Li4SO (space group R-3m, a = 3.687 Å, c = 17.458 Å), computed with Ansatz 0.2.0 using PBEsol, scalar-relativistic PAW, a 420 eV cutoff and a 9×9×9 k mesh. Transport assumes rigid bands and a constant relaxation time τ, with doping positive for holes. Conductivity masses are sorted principal values of ne²τ/σ, where n is the size of the doping and σ the conductivity.

```
temperature (K)  doping (1e18 cm^-3)  Seebeck xx (microV/K)  Seebeck zz (microV/K)  conductivity mass 1 (m_e)  conductivity mass 3 (m_e)
            300                   -1                   -490                   -490                      0.443                      0.478
            300                  -10                   -294                   -295                      0.444                      0.478
            300                 -100                   -121                   -121                      0.451                      0.484
            300                -1000                  -32.4                  -33.5                      0.498                      0.527
            300                    1                    624                    579                      0.744                       10.0
            300                   10                    426                    381                      0.745                       10.1
            300                  100                    235                    186                      0.756                       11.1
            300                 1000                   76.2                   22.6                      0.835                       26.7
            600                   -1                   -581                   -582                      0.455                      0.488
            600                  -10                   -383                   -384                      0.455                      0.488
            600                 -100                   -195                   -196                      0.460                      0.493
            600                -1000                  -64.3                  -66.3                      0.504                      0.531
            600                    1                    708                    646                      0.808                       17.0
            600                   10                    510                    448                      0.809                       17.1
            600                  100                    313                    250                      0.815                       18.2
            600                 1000                    128                   71.5                      0.867                       31.0
            900                   -1                   -636                   -638                      0.467                      0.499
            900                  -10                   -438                   -440                      0.468                      0.500
            900                 -100                   -246                   -247                      0.472                      0.504
            900                -1000                  -94.0                  -96.9                      0.514                      0.537
            900                    1                    751                    693                      0.858                       24.1
            900                   10                    552                    495                      0.858                       24.2
            900                  100                    355                    298                      0.863                       25.2
            900                 1000                    163                    119                      0.905                       35.5
```

The Seebeck coefficient is the voltage that a temperature difference of one kelvin produces across the material. In the table xx is the computed value within the atomic layers and zz the one along the c axis, across them. Both can be estimated with pen and paper from the doping, the temperature and one mass for each kind of carrier. For holes along c, one further number is needed.

Each carrier that moves carries charge and also heat, namely its energy counted from the chemical potential. Divided by charge and temperature, this heat is the Seebeck coefficient. When carriers are few, the chemical potential lies inside the gap, a few kT or more from the band, and each carrier brings a large amount of heat with it. Doping pulls the chemical potential towards the band, so |S| falls. Ten times more carriers cost 198 µV/K, whatever the material, as long as the carriers are dilute.

The rule counts how many states heat makes available for each carrier. Let n be the size of the doping in 10¹⁸ cm⁻³, N the density of thermally accessible states in the same unit, k Boltzmann's constant and e the elementary charge. The energy that a carrier brings from within the band averages 5/2 kT for a parabolic band, if the time between collisions is constant. This gives

|S| = (k/e) [5/2 + ln(N/n)], with k/e = 86 µV/K.

At higher doping the carriers begin to compete for states. The next term of the low-density expansion adds about 1 inside the logarithm, which leads to the working form

|S| = 86 µV/K × ln(1 + C/n)
C = 306 × (m T / 300 K)^1.5.

Here C is N multiplied by exp(5/2), T is the temperature, and m is the density-of-states mass in electron masses. The sign is negative for electrons and positive for holes. The two masses were set by the xx values at 600 K and doping −1 and +1: 0.986 for electrons and 2.635 for holes. At 300 K this makes C about 299 for electrons and 1308 for holes.

The first worked row is 300 K and doping −100, which played no part in setting the masses:

C/n = 299/100 = 2.99
|S| = 86.2 × ln(3.99) = 119 µV/K.

The table has −121 µV/K. The second is 900 K and doping +100, also outside the calibration. The temperature is three times higher, so C grows by 3^1.5 = 5.2:

C/n = 1308 × 5.2/100 = 68
S = 86.2 × ln(69) = 365 µV/K.

The calculated xx value is 355 µV/K.

The mass in the rule measures how many states there are, whereas the conductivity masses in the table measure how easily carriers accelerate. For electrons the two differ by a factor of about two. Putting the conductivity mass into the rule would make |S| about 97 µV/K too small at light doping. The difference is what about three equal, nearly isotropic valleys in the conduction band would give: each valley is light, but together they offer three times the states. This number of valleys is inferred from the masses. It fits the lowest conduction state on the k mesh, which lies next to a zone-boundary point with three equivalent copies. The lowest conduction states fall between the points of the k mesh, so the electron masses rest on the interpolation of the bands; a denser mesh would test them.

The same counting explains why holes have the larger xx values at equal doping and temperature. Their mass gives them about four times as many accessible states, so the chemical potential stays farther from the band and each hole carries more heat. The calculation shows this directly: at 300 K and the lightest doping, the chemical potential lies 0.12 eV from the valence edge for holes, but only 0.08 eV from the conduction edge for electrons. For a related compound the first question is therefore how many band extrema lie within reach of kT and how heavy they are. The ease of motion cancels from S in a single parabolic band, even when that band is anisotropic.

Holes along c need a correction, because their bands are not simply parabolic. Conductivity mass 3, which belongs to the c axis, is 10.0 at 300 K and doping +1, and it rises to 24.1 at 900 K. A fixed band-edge mass would not change like that. It is the behaviour of a band so narrow along c that heat populates it from bottom to top: further heating then adds no speed along c, and the response to a field weakens. The wide spacing of the sulfur layers is a plausible origin, though no orbital analysis was made to test it.

A narrow band also separates the two Seebeck values. Within the layers, fast holes are also energetic ones, so the current favours high energies. Across the layers, the speed hardly depends on the energy of motion within them, and this preference is lost. In the limit of a very narrow band the in-plane current carries one extra kT for each hole, which makes xx larger than zz by k/e, or 86 µV/K. The calculated difference lies between 44 and 63 µV/K, so this limit is not reached.

For an estimate along c, subtract 62 µV/K from the hole result, the difference found at 600 K and doping +1. In the second worked row this gives 365 − 62 = 303 µV/K, against 298 in the table. At light doping a constant is reasonable, because both directions share the same chemical potential and the doping cancels from their difference. With temperature it is only a compromise. At doping +1 the difference grows from 300 to 600 K and then shrinks slightly, where a single narrow band would let it keep growing; further valence bands may be involved.

Leaving out the calibration rows, the typical (root-mean-square) error is 2 µV/K for electrons along xx up to doping −100. For holes at all dopings it is 8 µV/K along xx and 12 µV/K along zz, where the rule is up to 23 µV/K too low at 300 K. The printed output after this text compares every row. Hole values along xx grow more slowly with temperature than the rule has it. The computed chemical potentials show that the accessible states do multiply about as T^1.5. What shrinks is the energy that a hole brings from within the band: at doping +1 it falls from 2.5 kT at 300 K to 2.3 kT at 900 K. The printed output shows a lower power of T for holes because it puts this fall into N. A band that is narrow along c can explain part of the fall, since motion along c then cannot take up its full share of heat. On its own, however, such a band would also gain states more slowly than T^1.5. Deeper valence bands with slower holes could supply the missing states while adding little to the current, but this was not tested.

The rule is weakest where carriers are crowded. For electrons at −1000 and 300 K it gives 23 µV/K instead of 32.4, because its |S| then falls too fast with doping. The standard formula for a filled parabolic band edge gives 30 µV/K there and is the better choice. For holes along c at +1000 and 300 K, the fixed subtraction leaves less than half of the calculated 22.6 µV/K. Such doping means about 0.07 carriers per cell, where bands that stay rigid are themselves a doubtful assumption.

For a real sample, scattering sets a further limit. The 5/2 in the rule comes from the constant collision time, which the calculation assumes as well, so their agreement does not test it. If the time between collisions is longer for slow carriers than for fast ones, |S| drops; for scattering by acoustic phonons the 5/2 becomes 2, which lowers a dilute value by half of k/e, about 43 µV/K. Spin–orbit coupling, left out here, could also reshape the valence edge on the scale of kT and so change the hole mass.

Output of the analysis:

```
fall of |S| per decade of doping in the rule, microV/K: 198.4
constant of the rule at 300 K for mass 1, 1e18 cm^-3: 305.7
density-of-states mass of electrons from the 600 K row at -1, m_e: 0.9859
density-of-states mass of holes from the 600 K row at +1, m_e: 2.635
constant of the rule at 300 K for electrons, 1e18 cm^-3: 299.3
constant of the rule at 300 K for holes, 1e18 cm^-3: 1308
amount taken off for holes along c, microV/K: 62
rms miss, electrons xx up to doping 100, without the anchor row, microV/K: 2.268
rms miss, holes xx, all dopings, without the anchor row, microV/K: 7.611
rms miss, holes zz, all dopings, without the anchor row, microV/K: 12.31
degenerate parabolic formula for |S| at 300 K and -1000, microV/K: 29.72
power of T in N, electrons at -1, 300 to 900 K: 1.542
power of T in N, holes xx at +1, 300 to 900 K: 1.341
number of equal electron valleys if each is near isotropic: 3.08
error in |S| if the electron conductivity mass is used instead, microV/K: 96.93
rule against calculation, |S| in microV/K, miss is rule less calculation:
  row  doping  rule_xx  miss_xx  miss_xx_percent  rule_zz  miss_zz  miss_zz_percent  miss_xx_if_N_linear_in_T
  300      -1    491.6     1.59           0.3244    491.6     1.59           0.3244                     31.37
  300     -10    295.7    1.713           0.5827    295.7   0.7131           0.2417                     30.76
  300    -100    119.3   -1.697           -1.403    119.3   -1.697           -1.403                      21.6
  300   -1000    22.56    -9.84           -30.37    22.56   -10.94           -32.66                    -1.987
  300       1    618.4   -5.554            -0.89    556.4   -22.55           -3.895                     24.29
  300      10    420.6   -5.384           -1.264    358.6   -22.38           -5.875                     24.29
  300     100    227.9   -7.112           -3.027    165.9   -20.11           -10.81                     20.94
  300    1000    72.06   -4.138           -5.431    10.06   -12.54           -55.48                     14.03
  600      -1      581        0                0      581       -1          -0.1718                         0
  600     -10    383.5   0.4889           0.1277    383.5  -0.5111          -0.1331                    0.4889
  600    -100    193.7   -1.322          -0.6779    193.7   -2.322           -1.185                    -1.322
  600   -1000    52.85   -11.45           -17.81    52.85   -13.45           -20.29                    -11.45
  600       1      708        0                0      646        0                0                         0
  600      10    509.8  -0.2121         -0.04158    447.8  -0.2121         -0.04733                   -0.2121
  600     100    313.4   0.4327           0.1383    251.4    1.433           0.5731                    0.4327
  600    1000    133.3    5.334            4.167    71.33  -0.1658          -0.2319                     5.334
  900      -1    633.4   -2.636          -0.4145    633.4   -4.636          -0.7266                    -20.09
  900     -10    435.4    -2.56          -0.5846    435.4    -4.56           -1.036                    -19.91
  900    -100    241.8   -4.163           -1.692    241.8   -5.163            -2.09                    -20.47
  900   -1000    80.84   -13.16              -14    80.84   -16.06           -16.58                    -23.37
  900       1    760.4      9.4            1.252    698.4      5.4           0.7792                    -8.067
  900      10    562.1    10.09            1.828    500.1    5.092            1.029                    -7.349
  900     100    364.8    9.803            2.761    302.8    4.803            1.612                    -7.386
  900    1000      177    13.95            8.561      115   -4.046             -3.4                    -1.066
```
